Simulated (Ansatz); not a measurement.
## Ligand exchange: CH5NO + SiH4 → CH6OSi + NH3

Species: CH5NO `CON`, singlet; SiH4 (silane) `[SiH4]`, singlet; CH6OSi `CO[SiH3]`, singlet; NH3 (ammonia) `N`, singlet. The partners trade NH2 for SiH3: O–NH2 and H–SiH3 bonds give way to O–SiH3 and H–NH2.

Shapes, held fixed at every level: PBE0-D4/def2-TZVP. Flexible molecules stand in one conformer, not always the lowest. Programs: Ansatz 0.2.0. The zero-point and thermal change to 298 K, harmonic and unscaled (PBE0-D4/def2-TZVP), is +6.8 kJ/mol.

Q: Estimate ΔH(298 K) of this reaction.

A: The highest level, CCSD(T)/CBS estimate, gives ΔH(298 K) = -299.8 kJ/mol; the levels span -309.4 to -259.9. The column of differences is taken from that level and isn't an error. No measured value is set beside it here. The CBS estimate extrapolates MP2 from def2-TZVPP and def2-QZVPP and adds CCSD(T) − MP2 in the triple-zeta set, cores frozen.

| level | kind | ΔH(298 K) (kJ/mol) | less CCSD(T)/CBS estimate |
| --- | --- | --- | --- |
| HF/def2-SVP | Hartree–Fock | -278.2 | +21.6 |
| BHLYP-D4/def2-TZVPP | global hybrid | -300.3 | -0.5 |
| r2SCAN0-D4/def2-TZVPP | global hybrid | -296.7 | +3.1 |
| MP2/def2-SVP | perturbation theory | -277.6 | +22.2 |
| MP2/def2-TZVPP | perturbation theory | -309.4 | -9.6 |
| CCSD(T)/def2-SVP | coupled cluster or CI | -259.9 | +39.9 |
| CCSD/def2-TZVPP | coupled cluster or CI | -295.4 | +4.4 |
| CCSD(T)/CBS estimate | coupled cluster or CI | -299.8 | 0.0 |

The exchange is strongly exothermic at every level, because a weak N–O bond, strained by repulsion between lone pairs on adjacent atoms, and a moderately strong Si–H bond give way to a robust N–H bond and a very strong, polar Si–O bond. The large electronegativity difference between silicon and oxygen supplies much of the drive, with some delocalisation of oxygen lone pairs into σ* orbitals on the silyl group.

The three double-zeta results are the least exothermic, and MP2 moves from -277.6 to -309.4 kJ/mol on enlarging the basis. The small set probably describes the polarisation of the Si–O bond poorly. MP2 is more exothermic than coupled cluster within either basis, which suggests that second-order theory misjudges the correlation change as the N–O bond is lost. The near agreement of Hartree–Fock and MP2 in the small basis is therefore no sign of convergence. With equal numbers of gas molecules on both sides, entropy should hardly alter the strong thermodynamic preference, but this implies nothing about the barrier.
